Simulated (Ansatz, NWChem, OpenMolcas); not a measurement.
**How methods differ on SnH2Cl2 (SMILES [Cl][SnH2][Cl])**

SnH2Cl2 has 5 atoms, charge 0, and is taken as a singlet. As SMILES, `[Cl][SnH2][Cl]`. Geometry: relaxed at PBE0-D4/def2-TZVP.

```xyz
5

Cl   -1.7953   -0.3262    1.2065
Sn    0.1924   -0.1029    0.0386
Cl   -0.2504    1.2955   -1.7539
H     0.6022   -1.6263   -0.5821
H     1.3010    0.6863    1.0494
```

Quantity: the energy change with the Sn2–Cl3 bond stretched from 2.316 to 3.011 Å, in eV. The values are calculated.

```tsv
level	kind	program	value (eV)	CPU time (all runs)
HF/def2-SVPD (core potential) (unrestricted)	Hartree–Fock	OpenMolcas	1.46	36 s
SVWN5/def2-SVPD (core potential) (restricted)	LDA	NWChem	1.34	78 s
PBE/def2-SVPD (core potential) (restricted)	GGA	OpenMolcas	1.11	56 s
TPSS/def2-SVPD (core potential) (restricted)	meta-GGA	OpenMolcas	1.17	74 s
r2SCAN/def2-SVPD (core potential) (restricted)	meta-GGA	OpenMolcas	1.28	69 s
PBE0/def2-SVPD (core potential) (restricted)	global hybrid	OpenMolcas	1.34	45 s
CAM-B3LYP/def2-SVPD (core potential) (restricted)	range-separated hybrid	Ansatz	1.36	22 s
MP2/def2-SVPD (core potential) (restricted)	perturbation theory	Ansatz	1.38	8.4 s
CCSD/def2-SVPD (core potential) (restricted)	coupled cluster or CI	Ansatz	1.34	43 s
```

The first shape isn't each level's own minimum. The values span 1.11 to 1.46 eV. In the correlated wave-function rows the outer d shell of Sn is correlated, in sets not made for it. CPU times are rough (shared hosts, several kinds of processor and program).

Every level finds a substantial cost for stretching the Sn–Cl bond, as expected for a strong, polar σ bond whose covalent overlap and electrostatic attraction both weaken with distance. Hartree–Fock gives the steepest rise, 1.46 eV, and CCSD lowers it to 1.34 eV, probably because the correlation missing from the former grows as the bonding pair is pulled apart. MP2 recovers most of this lowering.

Among the density functionals, PBE and TPSS give the softest bond, while r2SCAN lies closer to CCSD. Going from PBE to PBE0 raises the cost from 1.11 to 1.34 eV, yet exact exchange isn't a precondition for agreement with CCSD, since SVWN5 gives the same value as PBE0. For a local functional that usually overbinds, this match suggests cancellation of errors rather than a better description of the bond, and it shouldn't be expected to carry over to other bonds or longer stretches. The stretched bond is still well short of separated fragments, so the ordering here needn't be that of the dissociation energies.
